Building a conformer's energy from its relatives

The size of the effect

Turning one Si-O bond in an O-Si-O chain can change a conformer's energy by about 2.5 kcal/mol. At room temperature RT is about 0.6 kcal/mol, so such a step changes a population by a factor of roughly exp(2.5/0.6), or about 65. Turning the far end of a propyl chain is worth only about 0.4 kcal/mol, a factor of two. If these two effects simply add, the energy of an unseen conformer can be written down from its relatives.

Conformers of CH3CH2CH2-O-SiH2-O-CH3 without solvent, computed with PySCF 2.14.0 and tblite 0.8.0: PBE0-D3(BJ)/pcSseg-1 energies at GFN2-xTB geometries. Free energies and weights at 298.15 K include GFN2-xTB quasi-harmonic terms and count both members of a mirror pair, of which one is shown. Torsions run along the chain from the propyl end.

```
number  torsions in degrees  point group  mirror pair  GFN2-xTB energy above its lowest (kcal/mol)  DFT energy above the lowest (kcal/mol)  free energy above the lowest (kcal/mol)  weight (%)  dipole (D)
     1     (65,168,-57,-57)           C1          yes                                            ?                                       ?                                        ?           ?           ?
     2   (66,-177,-176,-54)           C1          yes                                        1.450                                   0.270                                    0.160      16.300       1.540
     3     (67,-148,47,178)           C1          yes                                        1.250                                   0.410                                    0.220      14.700       1.450
     4      (66,180,176,55)           C1          yes                                        1.410                                   0.300                                    0.240      14.300       1.560
     5    (180,168,-57,-58)           C1          yes                                        2.590                                   0.380                                    0.360      11.600       1.550
     6   (66,-174,-58,-176)           C1          yes                                        1.280                                   0.430                                    0.460       9.900       1.370
     7     (180,178,176,55)           C1          yes                                        1.290                                   0.750                                    0.680       6.800       1.620
     8   (-178,-175,57,175)           C1          yes                                        1.260                                   0.860                                    0.890       4.800       1.310
     9    (65,-175,178,179)           C1          yes                                        0.030                                   2.830                                    3.110       0.100       1.300
    10    (180,180,180,180)           Cs           no                                            ?                                       ?                                        ?           ?           ?
```

Reading the torsions

The molecule is CH3CH2CH2-O-SiH2-O-CH3. The four torsions run along the chain: the first describes the propyl end, the third and fourth the rotations about the two Si-O bonds. A torsion near 180° is anti, one near 60° of either sign is gauche, and a gauche torsion about a Si-O bond is called a turn here.

The number of turns sorts the DFT energies. Conformer 9 has none and lies at 2.83 kcal/mol, while all six conformers with one turn lie below 0.9, including the somewhat distorted conformer 3. Conformer 5, with two turns, lies at 0.38. Among conformers with the same propyl end, the first turn saves about 2.5 kcal/mol and the second only about 0.4.

Why a turn helps

The preference for gauche torsions in O-X-O units is known as the anomeric effect. In the usual orbital picture, a lone pair on one oxygen donates into the empty antibonding orbital of the Si-O bond on the other side of silicon. The best donor is the p-type lone pair, which stands perpendicular to the Si-O-C plane. In the anti form the accepting bond lies in that plane and overlap is poor; in the gauche form it points out of the plane and overlap improves.

Either oxygen can be the donor, so it should matter little which Si-O bond is turned. The table agrees: with a gauche propyl end, a turn about one bond gives 0.27 or 0.30 kcal/mol and about the other 0.41 or 0.43. These energies support the preference, but they do not test its orbital origin. Why the second turn saves so much less is open; crowding or competition between the two donations are guesses.

A model with two parts

Between the C-C bond that turns at the propyl end and the nearer Si-O bond lies a single C-O bond. It stays near anti in all the conformers, though less closely in conformer 3, and so holds the two parts away from each other. The simplest assumption is that they do not notice each other:

E = E(turns about Si-O) + E(propyl end)

Conformers 4 and 7 differ essentially in the propyl end, and so do 6 and 8, apart from mirror reflection and small distortions. In DFT the anti end costs 0.45 and 0.43 kcal/mol, on average 0.44. Weak CH···O attraction and dispersion may favour the gauche end, and the small basis set may exaggerate the gain; neither has been tested here.

Conformer 10 is conformer 9 with its propyl end turned from gauche to anti. Its DFT energy should therefore be

2.83 + 0.44 = 3.27 kcal/mol

Conformer 1 is conformer 5 with its propyl end turned from anti to gauche, so the same step is subtracted.

The forecasts

DFT energy: −0.06 ± 0.3 kcal/mol for conformer 1 and 3.27 ± 0.4 for conformer 10.
GFN2-xTB energy: 2.66 ± 0.3 kcal/mol for conformer 1 and −0.04 ± 0.2 for conformer 10.
Free energy of conformer 10: 3.96 ± 0.5 kcal/mol.
Dipoles: within 0.15 D of the partners, which have 1.55 D (conformer 5) and 1.30 D (conformer 9).

The ranges are judgements, wider than the scatter between the two pairs. A slightly negative energy means only that the conformer should be the lowest.

The GFN2-xTB forecasts look upside down because this method reverses the order of the turns. Each turn costs about 1.3 kcal/mol instead of saving energy, and the propyl end hardly matters. The free-energy forecast contains one further term. Conformer 10 has a mirror plane and therefore no mirror-image partner, which costs RT ln 2, or 0.41 kcal/mol, because these free energies count both members of a mirror pair.

Some of this can be read off the known rows. None of them has zero energy in either method, so both zeros belong to conformers 1 and 10, and the rows run in order of free energy. That conformer 1 is lowest in DFT is thus hardly a forecast. The real tests are the height of conformer 10 in DFT and of conformer 1 in GFN2-xTB.

The withheld rows as computed:

```
number  torsions in degrees  point group  mirror pair  GFN2-xTB energy above its lowest (kcal/mol)  DFT energy above the lowest (kcal/mol)  free energy above the lowest (kcal/mol)  weight (%)  dipole (D)
     1     (65,168,-57,-57)           C1          yes                                        2.680                                   0.000                                    0.000      21.400       1.500
    10    (180,180,180,180)           Cs           no                                        0.000                                   3.320                                    4.000       0.000       1.260
```

Hits and misses

Both real tests succeed. Conformer 10 lies at 3.32 kcal/mol in DFT, 0.05 above the forecast, and conformer 1 at 2.68 in GFN2-xTB, 0.02 above it. The two easier energies, both zero, were forecast too low by 0.06 and 0.04 kcal/mol. The free energy of conformer 10 was forecast 0.04 kcal/mol too low, and the partners' dipoles are too high by 0.05 and 0.04 D.

The hits show that the propyl step barely depends on the Si-O bonds. In DFT it is 0.38 kcal/mol with two turns, 0.43 and 0.45 with one, and 0.49 with none. The agreement says nothing about the accuracy of DFT itself. Forecast and result share the small basis set and the GFN2-xTB geometries, so tenths of a kcal/mol remain uncertain.

A simpler rule, in which every turn saves the same amount, was fitted to the DFT energies of the eight known conformers. It puts conformer 10 at 2.72 kcal/mol, 0.6 too low, and conformer 1 a full 1.0 below its true place. The rule fails because it spreads one large and one small saving evenly over both turns. The printed output after the text gives the details.

What the reversal does to the populations

In DFT the two conformers without a turn hold 0.1% of the weight among these ten. If GFN2-xTB energies replace the DFT ones, with the thermal terms unchanged, the same two hold about 55%. The search found eleven conformers and kept ten, which hold 99.6% of the GFN2-xTB weight. That is little comfort here: a method that underrates turned conformers can give a small weight to one that matters in DFT. All these weights therefore hold only within the set. The gauche preference, well established for O-C-O units and expected for O-Si-O units too, sides with DFT, and the gap of about 2 kcal/mol or more is much larger than the uncertainty of tenths.

This matters when a fast method is used to thin out a list of conformers. A cut at 2 kcal/mol on the GFN2-xTB energies would discard conformers 1 and 5, which together carry about a third of the DFT weight. For this molecule the rule is to keep a wide energy window in the fast search, and to let DFT energies decide which conformers count.

Numerical output:

```
DFT cost of anti propyl, conformer 7 less 4 (kcal/mol): 0.45
DFT cost of anti propyl, conformer 8 less 6 (kcal/mol): 0.43
GFN2-xTB cost of anti propyl, conformer 7 less 4 (kcal/mol): -0.12
GFN2-xTB cost of anti propyl, conformer 8 less 6 (kcal/mol): -0.02
DFT saving by the first Si-O turn, gauche propyl (kcal/mol): 2.478
DFT saving by the second Si-O turn, anti propyl (kcal/mol): 0.425
GFN2-xTB cost of the first Si-O turn, gauche propyl (kcal/mol): 1.318
GFN2-xTB cost of the second Si-O turn, anti propyl (kcal/mol): 1.315
Forecast DFT energy of conformer 1 (kcal/mol): -0.06
Forecast less computed, DFT energy of conformer 1 (kcal/mol): -0.06
Forecast DFT energy of conformer 10 (kcal/mol): 3.27
Forecast less computed, DFT energy of conformer 10 (kcal/mol): -0.05
Forecast GFN2-xTB energy of conformer 1 (kcal/mol): 2.66
Forecast less computed, GFN2-xTB energy of conformer 1 (kcal/mol): -0.02
Forecast GFN2-xTB energy of conformer 10 (kcal/mol): -0.04
Forecast less computed, GFN2-xTB energy of conformer 10 (kcal/mol): -0.04
RT ln 2 for a missing mirror partner (kcal/mol): 0.4107
Forecast free energy of conformer 10 (kcal/mol): 3.956
Forecast less computed, free energy of conformer 10 (kcal/mol): -0.04432
Dipole of partner 5 less computed dipole of conformer 1 (D): 0.05
Dipole of partner 9 less computed dipole of conformer 10 (D): 0.04
Free energy less DFT energy, conformer 10 less conformer 9 (kcal/mol): 0.4
Weight left for the two withheld conformers (%): 21.5
Weight of conformers without a Si-O turn, as tabulated (%): 0.1
The same weight if GFN2-xTB energies replaced the DFT ones (%): 54.88
fit of edft on 8 rows: constant 2.084 +/- 0.45, coefficient of anti 0.6391 +/- 0.48, coefficient of turns -1.545 +/- 0.46; rms 0.441, worst 9 -0.746, leave-one-out rms 1.09
  rows outside the fit (model, value, miss): 1 -1.005, 0, -1.01; 10 2.723, 3.32, -0.597
```
